## Why holes in BN have the larger Seebeck coefficient

The Seebeck coefficient S is the voltage that builds up per kelvin of temperature difference along a sample when no current flows. Here it was computed from the PBE bands of undoped wurtzite BN. The chemical potential was moved until the bands held a chosen density of free carriers, and each carrier was given the same relaxation time. The column "doping" is thus a density of mobile carriers and not of dopant atoms, positive for holes and negative for electrons. "Seebeck xx" holds for a temperature gradient in the basal plane, "Seebeck zz" for one along the hexagonal axis c.

Three sizes are worth remembering. The natural unit of S is k/e, Boltzmann's constant over the elementary charge, about 86 µV/K. In a lightly doped semiconductor, ten times more carriers lower S by about 200 µV/K, and twice as many available states raise it by about 60 µV/K.

Seebeck coefficients and conductivity masses of wurtzite BN, computed with Ansatz 0.2.0 (PBE, plane-wave PAW, scalar-relativistic, 420 eV cutoff, 12×12×6 k mesh). Transport assumes rigid bands and a constant relaxation time. Doping is positive for holes, and masses 1 and 3 are the smallest and largest principal values of ne²τ/σ, with n the carrier density.

| temperature (K) | doping (1e18 cm^-3) | Seebeck xx (microV/K) | Seebeck zz (microV/K) | conductivity mass 1 (m_e) | conductivity mass 3 (m_e) |
| --- | --- | --- | --- | --- | --- |
| 300 | -1 | -446 | -446 | 0.310 | 0.520 |
| 300 | -10 | -252 | -252 | 0.311 | 0.521 |
| 300 | -100 | -90.9 | -90.9 | 0.314 | 0.526 |
| 300 | -1000 | -21.2 | -21.3 | 0.335 | 0.563 |
| 300 | 1 | 550 | 548 | 0.841 | 1.29 |
| 300 | 10 | 353 | 351 | 0.841 | 1.29 |
| 300 | 100 | 167 | 166 | 0.838 | 1.30 |
| 300 | 1000 | 44.7 | 53.3 | 0.853 | 1.30 |
| 600 | -1 | -535 | -535 | 0.314 | 0.526 |
| 600 | -10 | -339 | -339 | 0.314 | 0.526 |
| 600 | -100 | -156 | -156 | 0.316 | 0.530 |
| 600 | -1000 | -42.0 | -42.2 | 0.336 | 0.565 |
| 600 | 1 | 639 | 642 | 0.842 | 1.30 |
| 600 | 10 | 441 | 444 | 0.842 | 1.30 |
| 600 | 100 | 247 | 252 | 0.843 | 1.30 |
| 600 | 1000 | 87.9 | 106 | 0.872 | 1.24 |
| 900 | -1 | -588 | -588 | 0.317 | 0.532 |
| 900 | -10 | -391 | -391 | 0.317 | 0.532 |
| 900 | -100 | -201 | -201 | 0.319 | 0.536 |
| 900 | -1000 | -62.2 | -62.5 | 0.338 | 0.568 |
| 900 | 1 | 692 | 706 | 0.855 | 1.26 |
| 900 | 10 | 494 | 508 | 0.855 | 1.26 |
| 900 | 100 | 298 | 314 | 0.858 | 1.26 |
| 900 | 1000 | 126 | 148 | 0.890 | 1.19 |

At the lightest doping and 300 K the coefficient is 550 µV/K for holes and 446 µV/K in size for electrons. The opposite signs only reflect the opposite charges. The lead of about 100 µV/K is the fact to be explained, and in the plane it is the same at 600 and 900 K for this doping.

Three explanations suggest themselves. Holes are more sluggish, and sluggish carriers might give a large S. The valence band might offer more branches than the conduction band. Or each hole branch might be heavier and so hold more states.

### The dilute limit

When carriers are few, they don't compete for states. Each carrier in the current brings along its energy E above the band edge, measured from the chemical potential μ, and S is the average of (E − μ)/(eT). For a parabolic band the number of states grows as the square root of E and the squared velocity as E. At constant relaxation time the conduction is therefore weighted by E to the power 3/2, and the average energy carried is 5/2 kT.

The chemical potential follows from the density n = N exp(μ/kT), where N is the effective number of states at the band edge. Together these steps give

|S| = (k/e) [5/2 + ln(N/n)], with N = 2g (2πmkT/h²)^(3/2).

Here g is the number of equal branches or valleys, h is Planck's constant, and m is the geometric mean of the three principal masses of one branch. With a PBE gap of about 5 eV only one kind of carrier counts, even at 900 K, so the formula needs no second term. PBE tends to make gaps too small, and a wider gap would not change this.

The logarithm has a plain meaning. It measures how many states stand open to each carrier, and thus how much entropy a carrier takes with it. Mobility does not appear.

### Sluggish carriers: the tempting answer

The conductivity masses seem to favour the first explanation, for holes are heavier than electrons along both axes. The crystal itself offers a test, because the masses also depend on direction. They are printed in order of size, and the full tensors show which axis each belongs to. For electrons "conductivity mass 1" lies along c and "conductivity mass 3" in the plane; for holes the order is reversed.

If the mass along the current set S, the in-plane value for electrons would exceed the value along c by about 67 µV/K. This figure comes from putting each directional mass in place of the mean mass in the formula. The computed electron values along the two axes agree within 0.3 µV/K at every temperature and doping. By the same reasoning the two values for lightly doped holes at 300 K would lie 55 µV/K apart, yet they differ by only about 2.

Theory says why. In a single ellipsoidal band, a heavy mass along one axis lowers the conduction along that axis by the same factor at every energy. The factor cancels when the average energy is taken. A heavy direction gives a poorer conductor but the same Seebeck coefficient.

### More branches, or heavier ones?

The two remaining explanations both work through N, and the table fixes their joint effect. A lead of 104 µV/K requires about 3.3 times as many band-edge states for holes as for electrons. Either g or m to the power 3/2 could supply this factor.

The absolute values help to separate them. Take electrons at the lightest doping, 10¹⁸ cm⁻³, and 300 K:

- The mean mass to the power 3/2 is √(0.310 × 0.520 × 0.520) = 0.29 in units of the free-electron mass.
- A free-electron mass would give about 25 × 10¹⁸ states per cm³, so one valley gives 25 × 0.29 ≈ 7.3 in the same unit.
- The conduction band minimum lies at the zone corner K. The zone has two distinct corners of this kind, so g = 2 and N/n ≈ 14.5.
- The bracket is 2.5 + ln 14.5 ≈ 5.17, and 5.17 × 86 ≈ 445 µV/K.

The table has 446 µV/K. The masses in this estimate come from the same row, but its Seebeck value was not used.

For holes the same steps with g = 2 give 549 µV/K, against 550 in the table. A count of two thus fits both carriers, and it drops out of their difference. What remains is the mass: the mean mass of holes is 2.2 times that of electrons, and this alone yields 103 of the 104 µV/K.

The difference by itself would have hidden the count. With one branch for each carrier the lead would still come out right, while both coefficients would be about 60 µV/K too small. A model that reproduces a contrast between two materials or two carriers may still be wrong about each of them.

The two results for g don't rest on equal ground. For electrons the position of the minimum fixes the number independently. For holes the maximum lies at the zone centre, where the two bands built from in-plane p orbitals have equal energy when spin–orbit coupling is left out. That this pair forms the top of the valence band is inferred here and not shown. The calculation gives no separate masses for these bands, and in the plane one of them is expected to be lighter than the other. The in-plane conductivity mass is then the average of the two, and the pair holds as many states as two equal branches with that average mass. The factor of 3.3 in the number of states is therefore firmer than its division into two equal branches and a mean mass.

### The crowded limit

At the heaviest doping and 300 K the states near the band edge are full, and only carriers within about kT of the chemical potential can respond. The same band model then gives

|S| = (π²/2) (k/e) (kT/E_F),

where E_F is the depth of the chemical potential inside the band. The logarithm has gone, and S is now governed by how deep the carriers have to pile up.

Heavy bands pack more states into each electronvolt, so the same density fills them to a smaller depth. In this calculation the chemical potential lies about 0.5 eV inside the conduction band but only 0.23 eV inside the valence band. With equal g, the ratio of the two Seebeck coefficients should approach the mass ratio of 2.2. The in-plane values, 44.7 and 21.2 µV/K, have a ratio of 2.1.

The advantage of holes thus changes its form. In the plane and in the dilute limit it is a fixed amount, about 100 µV/K at all three temperatures. In the crowded limit it is a factor of about two, which at 300 K comes to less than 25 µV/K because both coefficients are small.

Temperature acts in the same two ways. From 300 to 900 K, the lightest electron doping gains 588 − 446 = 142 µV/K, and holes gain 692 − 550 = 142 µV/K in the plane. At the heaviest electron doping S instead grows nearly in proportion to temperature, from 21.2 to 62.2 µV/K.

### Where two equal branches are not enough

The model can be carried through all dopings by filling the bands with Fermi statistics, with g = 2 and the masses kept at their values for the lightest doping at 300 K. It then meets the electron values on both axes and the in-plane hole values to about 1 µV/K. The one exception is the heaviest hole doping at 900 K, where it is 4 µV/K below the table's 126. This agreement supports the count of states. It also shows that parabolic bands are good enough for S, although the electron masses at 300 K rise by about 8 % from the lightest to the heaviest doping. It does not test the constant relaxation time, which the table and the model share.

Along c the model fails for heavily doped holes. There "Seebeck zz" exceeds "Seebeck xx" by 9 µV/K at 300 K and by 22 µV/K at 900 K, whereas a single kind of ellipsoidal band would give equal values. At 900 K even the lightest hole doping shows a gap of 14 µV/K.

The likely cause is a further valence branch, somewhat deeper than the top pair and light along c. The p orbitals that point along c could form such a branch. Once holes reach it, it carries a larger share of the current along c than in the plane. Its holes have more energy relative to the chemical potential, so they raise S along c more.

The masses point the same way. At the heaviest hole doping, heating from 300 to 900 K lowers the mass along c from 1.30 to 1.19 and raises the in-plane mass from 0.853 to 0.890. A table of the separate branches would settle the matter, and the calculation does not provide one. The difference of 1 to 2 µV/K between the axes for more lightly doped holes at 300 K is too small to interpret without a test of the k mesh.

### Reading a Seebeck coefficient

For a neighbouring semiconductor the first guess needs only the number of valleys and the mean mass at each band edge. At equal density, and if both carriers scatter in the same way, the one with the larger g m^(3/2) has the larger dilute Seebeck coefficient. A high value is thus a sign of many states per carrier, and a sample's mobility has to be measured separately.

In a real sample, scattering depends on energy. If acoustic phonons dominate, the 5/2 in the dilute formula becomes 2, and both coefficients shrink by about 43 µV/K while their difference stays. The calculation also leaves out phonon drag, the push that a flow of lattice vibrations gives to the carriers. In a stiff, light crystal such as BN it is expected to add to the size of both coefficients at light doping. The heaviest doping calls for a different caution. It puts one carrier in about 40 unit cells, and the assumption that dopants leave the bands unchanged is least secure there.
